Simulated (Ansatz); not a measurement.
Abstraction of Cl: SiH2(CH3)Cl + GeH2Cl → SiH2(CH3) + GeH2Cl2

Species: SiH2(CH3)Cl ((chlorosilyl)methane), singlet; GeH2Cl `[Cl][GeH2]`, doublet; SiH2(CH3), doublet; GeH2Cl2 (dichlorogermane) `[Cl][GeH2][Cl]`, singlet. A radical takes Cl: the energy is the difference in strength between the Si–Cl bond broken and the Ge–Cl bond made.

Shapes, held fixed at every level: PBE0-D4/def2-TZVP. Programs: Ansatz 0.2.0. The zero-point and thermal change to 298 K, harmonic and unscaled (PBE0-D4/def2-TZVP), is -0.9 kJ/mol.

| level | kind | ΔH(298 K) (kJ/mol) | less CCSD(T)/def2-TZVPP | CPU time (sum over the molecules) |
| --- | --- | --- | --- | --- |
| MP2/def2-TZVPP | perturbation theory | +56.6 | +0.4 | – |
| HF/def2-TZVPP | Hartree–Fock | +57.8 | +1.6 | – |
| BHLYP-D4/def2-TZVPP | global hybrid | +63.8 | +7.6 | 26 s |
| PBE0-D4/def2-TZVPP | global hybrid | +58.5 | +2.3 | 25 s |
| wB97M-V/def2-TZVPP | range-separated hybrid | +72.2 | +16.0 | 95 s |
| CCSD(T)/def2-SVP | coupled cluster or CI | +48.3 | -7.9 | 13 s |
| CCSD(T)/def2-TZVPP | coupled cluster or CI | +56.2 | 0.0 | 3.4 min |

The highest level, CCSD(T)/def2-TZVPP, gives ΔH(298 K) = +56.2 kJ/mol; the levels span +48.3 to +72.2. The column of differences is taken from that level and isn't an error. No measured value is set beside it here. Open shells run unrestricted. Relativity is left out for Ge. Outer-core shells of Ge are correlated in most correlated rows, in sets that cover them unevenly. Times are processor times on shared x86 and Arm servers, and rough.

Chlorine transfer from silicon to germanium is endothermic at every level, so the Si–Cl bond broken is stronger than the Ge–Cl bond made. Silicon is the less electronegative of the two, because the filled 3d shell of germanium screens its nucleus poorly, and its bond to chlorine is therefore more polar; it is also shorter, with better overlap. The substituents differ as well: the second chlorine on germanium probably strengthens the new bond through geminal lone-pair donation into σ*(Ge–Cl), so the enthalpy isn't a pure measure of exchanging one element for the other.

One element–chlorine bond replaces another and the number of unpaired electrons is unchanged, so much of the correlation energy cancels. This explains why Hartree–Fock lies only +1.6 kJ/mol from the highest level, less than the shift of the coupled-cluster value between the two basis sets. wB97M-V stands apart at +72.2 kJ/mol, and the other hybrids show that exact exchange alone needn't produce so large a shift. The endothermicity sets a lower limit to the forward activation enthalpy, but not the barrier itself.
